## Scaling 2s and 3s photoionisation along the fourth period

Comparing the 2s or 3s photoelectron yield of two fourth-period elements under 17.5 keV X-rays requires a rule for carrying a cross section from one element to another. Two choices have to be made: which dependence on nuclear charge to trust, and whether the valence configuration may be ignored. The high-energy law σ ∝ Z⁵ would make Se⁺ absorb 18 times as strongly as K⁺ in either subshell. An independent-particle relativistic calculation gives a factor of 8.9 for 2s and 11.4 for 3s, and it shows the configuration in the 3s values at the level of one per cent.

Subshell photoionisation cross sections of free singly charged fourth-period ions at a photon energy of 17479.0 eV, from Radial Dirac-Fock and Kohn-Sham solver 2. Bound and continuum orbitals share the initial-state Dirac-Hartree-Slater potential with a Latter tail; all multipoles are included in the length form, and thresholds come from Dirac-Fock ΔSCF.

```tsv
species	Z	electrons	configuration	cross section (L1) (kb)	cross section (M1) (kb)
K+	19	18	[Ne] 3s2 3p6	0.06889	0.008427
Ca+	20	19	[Ar] 4s1	0.08521	0.01117
Sc+	21	20	[Ar] 3d1 4s1	0.1039	0.01397
Fe+	26	25	[Ar] 3d6 4s1	0.2380	0.03405
Co+	27	26	[Ar] 3d8	0.2739	0.03891
Zn+	30	29	[Ar] 3d10 4s1	0.4005	0.05844
Se+	34	33	[Ar] 3d10 4s2 4p3	0.6156	0.09604
```

Z is the nuclear charge. L1 denotes the 2s subshell and M1 the 3s subshell, both holding two electrons in every row, so occupancy plays no part in the trend. The unit is the kilobarn, 10⁻²⁵ m². Both columns rise from each row to the next. They do not add up to the total absorption, because the 1s shell is also open at this energy in all these ions and absorbs more strongly. The formulas below are in atomic units, in which the photon energy is ω = 642.3 hartree.

### The fast-electron limit

A free electron cannot absorb a photon, since energy and momentum cannot both be conserved. The photon brings much energy and little momentum, and the outgoing electron obtains its momentum k by recoiling against the nucleus. This happens only where the force on it is strong and varies over a distance of order 1/k, about 0.03 bohr here. An s orbital has amplitude in that region, and the cross section measures how much.

The commutator of the Hamiltonian with r, applied twice, turns the dipole matrix element into ⟨f|r|i⟩ = ⟨f|∇V|i⟩/ω² in magnitude, and for a point nucleus the force is Z/r². For one ns electron going to a p wave,

σ = (4π²α/3) · Z² A² / ω³, with A = ∫ u_p(r) u_ns(r) r⁻² dr,

where α is the fine-structure constant and u = rR are the radial functions, u_p being normalised per unit energy. If the electron is very fast, u_p is the free wave √(2/πk) · kr j₁(kr), and the bound orbital keeps its value at the nucleus over the region that counts, R(0) = 2(Z/n)^(3/2). Since ∫ j₁(x) dx = 1, A² = (4Z³/n³)(2/πk), and with k = √(2ω)

σ(Born) = 32πα Z⁵ / (3 n³ k ω³) ∝ Z⁵ n⁻³ ω^(−7/2).

Two powers of Z come from the force and three from the density at the nucleus. In this limit M1/L1 = 8/27 = 0.296. The table agrees with neither result: power laws fitted to all seven rows have exponents 3.78 for L1 and 4.13 for M1, and M1/L1 runs from 0.122 to 0.156.

### The nucleus is not a weak perturbation

The Born limit requires η = Z/k to be small, and here η runs from 0.55 for K⁺ to 1.08 for Se⁺. The bound orbital is then far from constant over the few multiples of 1/k that build up A. A hydrogenic 2s orbital has its node at r = 2/Z, which is 0.105 bohr for Z = 19 and 0.059 bohr for Z = 34, only two to four times 1/k. The outgoing wave is distorted by the same field. In this form of the matrix element the correction of first order in η comes entirely from the variation of the bound orbital; the distortion of the outgoing wave cancels at first order and enters from the second on. The split depends on the form chosen and only the total is physical, but at these values of η both effects count. The exact nonrelativistic dipole result for two 2s electrons on a bare nucleus (the Stobbe formula) contains them to all orders:

σ_H = 2 · (2¹⁴π²/3) · (α a₀²/Z²) · x⁴ (1 + 3x) · exp[−4η arctan(2/η)] / [1 − exp(−2πη)],

with x = Z²/(8ω), k = √(2ω − Z²/4) and a₀ the Bohr radius. For η → 0 it reduces to the Born value times 1 − πη, and πη is already 1.7 for K⁺. The full ratio σ_H/σ(Born) falls from 0.237 to 0.096 along the series. Because the suppression deepens with Z, it takes about one and a half powers off the exponent, leaving 3.47 for 2s and 3.45 for 3s (the 3s integral was evaluated numerically). It also bends the curve: the loss grows with η, and the local exponent of L1 in the table drops at each step, from 4.14 between K⁺ and Ca⁺ to 3.43 between Zn⁺ and Se⁺. About three quarters of that drop is already present in σ_H; the rest comes from the screening factor discussed below, whose share of the exponent also shrinks with Z. A single power law therefore misses L1 by up to 3.7% of the tabulated value.

Close to the nucleus the attraction dwarfs the binding energy of either orbital, so 2s and 3s have nearly the same shape there and differ mainly in amplitude. The bare-nucleus ratio of 3s to 2s accordingly stays near 8/27, slipping from 0.290 to 0.287. It is about twice the tabulated ratio or more and drifts the opposite way, which points to the other electrons as the source of the behaviour of M1/L1.

### What the other electrons change

A spherical shell of charge exerts no force inside itself and only raises the potential there by a constant. In the small region that determines A, most electrons lie farther out, and the potential is close to −Z/r + V₀. The constant V₀ lifts bound and continuum states alike, so their local shapes are those of the bare nucleus at the same photon energy. This is why σ_H is evaluated with the full Z and with the bare binding energy Z²/8, although the real 2s edge lies much lower. What changes is the normalisation: screening lets the outer lobes spread, and less of the orbital remains near the nucleus. Writing the loss as a replacement of Z³ in R(0)² by (Z − s)³ gives

σ = σ_H(Z, n) · (1 − s/Z)³.

The cubic form is a convention that defines s. That the remaining factor is the density at the nucleus is an argument from theory. The calculation itself uses one potential for bound and continuum orbitals, so agreement with it tests this reduction and says nothing on the independent-particle picture.

For 2s the ratio L1/σ_H rises from 0.650 to 0.779, and the s that reproduces it moves only from 2.54 to 2.71. A fixed number of inner electrons matters less as Z grows. The factor adds 3s/(Z − s) to the exponent, which for s = 2.61 at Z = 26 is 7.83/23.39 = 0.33, close to the 0.31 that separates 3.78 from 3.47.

Zn⁺ serves as a worked case. With Z = 30, x = 112.5/642.3 = 0.1751, k = √(1284.6 − 225) = 32.55 and η = 30/32.55 = 0.9216. Then arctan(2/η) = 1.139, exp(−4 × 0.9216 × 1.139) = 0.01501, and division by 1 − exp(−5.791) = 0.9969 gives 0.01506. With a₀² = 2.800 × 10⁴ kb and α = 1/137.04 the prefactor 2 · 2¹⁴π² α a₀²/3 is 2.203 × 10⁷ kb, or 2.448 × 10⁴ kb after division by Z² = 900. Multiplying by x⁴ = 9.41 × 10⁻⁴, by 1 + 3x = 1.525 and by 0.01506 yields σ_H = 0.529 kb. The screening factor is (1 − 2.61/30)³ = 0.761, so σ = 0.403 kb, 0.5% above the tabulated 0.4005 kb. Zn⁺ was among the seven rows to which s = 2.61 was fitted. Refitting without Co⁺ predicts L1 for that ion to 0.24%.

The one-constant model stays within 1.3% of the table on all rows, but its error runs steadily from negative at K⁺ to positive at Se⁺ and is far larger than the rounding, which is below 0.05%. The drift cannot be assigned from the table, and the near constancy of s may owe something to neglected terms that offset one another, since the constant-V₀ picture of the local shapes is itself good only to a few per cent. The table contains relativity and higher multipoles, the model contains neither, and their scales are (Zα)² = 0.02 to 0.06 and (v/c)² ≈ 0.07. A change of 7% in σ moves s by roughly half a unit, more than the whole drift. The value 2.6 is plausible for two 1s electrons and part of the n = 2 shell, yet it should not be read as a Slater constant. These corrections arise in the region where 2s and 3s share their shape, so they should largely cancel in M1/L1, a point that rests on argument.

### Why 3s rises faster and unevenly

The 3s orbital has the ten electrons of the first two shells largely inside its outer lobe, and it keeps only 0.274 (K⁺) to 0.424 (Se⁺) of the bare-nucleus cross section. That accounts for M1/L1 lying far below 8/27. A heavily screened orbital also has more to gain from each added proton, which makes M1 the steeper column. With s fixed at 7.4 the gain in exponent at Z = 26 would be 22.2/18.6 = 1.2, but the table gives 0.68. The reason is that s for 3s does not stay fixed: it goes from 6.66 to 8.46, and a constant s misses M1 by as much as 17%.

The growth of s depends on where the added electron goes. In one limit it lies wholly outside the 3s orbital, shifts the potential by a constant and adds nothing to s. In the other it lies wholly inside, cancels the added proton for the outer lobe and raises s by something approaching one. A 4s or 4p electron is near the first limit. A 3d electron shares the radial range of the outer 3s lobe and screens more. This is standard shell structure, and the steps in s per unit of Z mostly follow it: +0.115 and +0.153 where only 3d electrons are added (Ca⁺ to Sc⁺, Sc⁺ to Fe⁺), against +0.070 where one 4s and three 4p electrons are added (Zn⁺ to Se⁺). The stretch from Co⁺ to Zn⁺, with two 3d electrons and one 4s electron, gives +0.149, higher than such counting suggests.

The ratio M1/L1 stalls at a definite rate of screening. The logarithm of 1 − s/Z changes per unit of Z by (s/Z − s′)/(Z − s), where s′ is the step in s. At Fe⁺ the 2s term is (2.62/26 − 0.01)/23.4 ≈ 0.004. The 3s term equals this when s′ = 7.48/26 − 18.5 × 0.004 ≈ 0.21. Smaller steps raise the ratio and larger ones lower it. Across the 3d rows s′ is about 0.15, not far under the break-even value, and the ratio creeps up by 0.0017 per unit of Z from Sc⁺ to Fe⁺. Once the d shell is full it climbs by 0.0025 per unit.

### The irregular rows

Co⁺ is the one row at which M1/L1 falls, from 0.1431 at Fe⁺ to 0.1421. The drop of 0.70% compares with a rounding uncertainty of 0.03% for the Co⁺ ratio, and the value lies 1.2% under the straight line from Fe⁺ to Zn⁺. The anomaly sits in 3s: there s jumps by 0.253, the only step above break-even, while for 2s it moves by 0.006. Going from 3d⁶4s¹ to 3d⁸ adds one proton and two 3d electrons and removes the 4s electron, so extra 3d screening is the likely cause.

The fit supports this only in part. A model s = s₀ + a·n(3d) + b·n(4s, 4p), fitted to all seven rows, leaves an rms error of 1.2% in M1, against 1.8% for an s linear in Z that ignores configuration, a modest gain for a third parameter. Fitted without Co⁺, it gives M1/L1 = 0.1409 for 3d⁸ and 0.1428 for 3d⁷4s¹ at Z = 27. The difference, 0.0019, resembles the shortfall of 0.0017 from the Fe⁺–Zn⁺ line, but the tabulated value lies between the two, since the model's own error is comparable to the effect. Fe⁺ and Co⁺, like Sc⁺ and Se⁺, are open shells averaged over j and are not Hund ground terms. The dip is a property of these averaged configurations, in which the exchange splitting of 3s by unpaired d electrons is not resolved.

The step from K⁺ to Ca⁺ is the other exception. M1 rises with a local exponent of 5.49, above the Born value, and s falls by 0.054 although an electron is added. With one coefficient for all 4s and 4p electrons, the counting model cannot give a decrease here and an increase from Zn⁺ to Se⁺, and K⁺ is the worst row of the fit, 2.6% too high. In K⁺ the n = 3 shell is the outermost one and the next proton meets only a distant 4s electron, which would account for a steep step. That s actually decreases reflects its definition. The s of the cubic form is not a constant of a given core: for a soft outer shell it drifts down when a proton is added to the same set of electrons, and a 4s electron screens 3s too little to hide that drift. The counting model has no term for it.

### Carrying a value to a neighbour

For L1, σ_H with one screening constant holds to 1.3% on all rows, and the configuration leaves no clear mark. For M1 a power law errs by up to 6.1% and the screened forms with a growing s by about 2.5%, in each case at K⁺. In M1 the configuration may matter at the level of one per cent, as the dip at Co⁺ suggests, but a single row gives no general rule. At higher photon energy η shrinks and the exponents should move towards the Born value, until relativity intervenes. The fitted constants belong to free singly charged ions at this one energy, far above the 2s and 3s edges, where the known failure of independent-particle cross sections near d and f thresholds does not arise. The row-by-row residuals of all fits are in the printed output that follows.

Output of the analysis:

```
photon 642.3 Eh; eta=Z/k 0.55..1.08; 1/k 0.029..0.032 bohr
not in model: (Z alpha)^2 0.019..0.062; (v/c)^2 about 0.068
rounding floor max: L1 0.048%, M1 0.045%, ratio 0.084%
ion n3d n4sp Born2s H2s H3s (kb) | H2s/Born L1/H2s M1/H3s | s2 s3 | M1/L1 H3s/H2s
K+ 0 0 0.446 0.1060 0.0307 | 0.237 0.650 0.274 | 2.54 6.66 | 0.1223 0.2901
Ca+ 0 1 0.577 0.1283 0.0372 | 0.222 0.664 0.301 | 2.55 6.60 | 0.1311 0.2897
Sc+ 1 1 0.736 0.1535 0.0444 | 0.209 0.677 0.315 | 2.56 6.72 | 0.1345 0.2893
Fe+ 6 1 2.141 0.3273 0.0942 | 0.153 0.727 0.361 | 2.62 7.48 | 0.1431 0.2879
Co+ 8 0 2.586 0.3723 0.1071 | 0.144 0.736 0.363 | 2.63 7.73 | 0.1421 0.2876
Zn+ 10 1 4.379 0.5291 0.1519 | 0.121 0.757 0.385 | 2.66 8.18 | 0.1459 0.2871
Se+ 10 5 8.188 0.7901 0.2266 | 0.096 0.779 0.424 | 2.71 8.46 | 0.1560 0.2868
Se+/K+ factor: L1 8.94, M1 11.40, H2s 7.46, H3s 7.37, Born 18.35; 8/27=0.2963
L1 exponent 3.78 = Coulomb 3.47 + remainder 0.31 (Born 5)
  power-law residuals %: +2.5 +0.6 -0.7 -2.8 -2.5 -0.7 +3.7
M1 exponent 4.13 = Coulomb 3.45 + remainder 0.68 (Born 5)
  power-law residuals %: +6.1 -1.0 -3.2 -4.0 -1.8 +1.1 +3.1
step: local exponent L1, M1; change of M1/L1, s2, s3 per unit Z
 K+>Ca+ 4.14 5.49; +0.0088 +0.009 -0.054
 Ca+>Sc+ 4.06 4.58; +0.0034 +0.012 +0.115
 Sc+>Fe+ 3.88 4.17; +0.0017 +0.012 +0.153
 Fe+>Co+ 3.72 3.54; -0.0010 +0.006 +0.253
 Co+>Zn+ 3.61 3.86; +0.0013 +0.011 +0.149
 Zn+>Se+ 3.43 3.97; +0.0025 +0.014 +0.070
L1 s=const [2.61] rms 0.82%, worst K+
  residuals %: -1.3 -1.0 -0.8 +0.1 +0.2 +0.5 +1.0 | refit without Co+: [2.607], Co+ error +0.24%
M1 s=const [7.405] rms 12.45%, worst K+
  residuals %: -17.1 -16.9 -13.7 +1.2 +5.2 +11.1 +12.9 | refit without Co+: [7.35], Co+ error +6.10%
M1 s=s0+c(Z-19) [6.554 0.135] rms 1.82%, worst K+
  residuals %: +2.5 -1.9 -2.2 -0.3 +1.5 +1.9 -1.4 | refit without Co+: [6.544 0.134], Co+ error +1.81%
M1 s=s0+a n3d+b n4sp [6.551 0.151 0.075] rms 1.19%, worst K+
  residuals %: +2.6 -0.5 -1.3 -0.9 -0.4 +0.6 +0.2 | refit without Co+: [6.555 0.154 0.069], Co+ error -0.80%
model only (fit without Co+), M1/L1 at Z=27: 3d8 0.1409, 3d7 4s1 0.1428; table 0.1421
Co+ ratio vs Fe+ -0.70%; vs Fe+-Zn+ line (0.1438) -1.20%; floor 0.031%
numerical 2s vs closed form: max deviation 4.2e-08
```
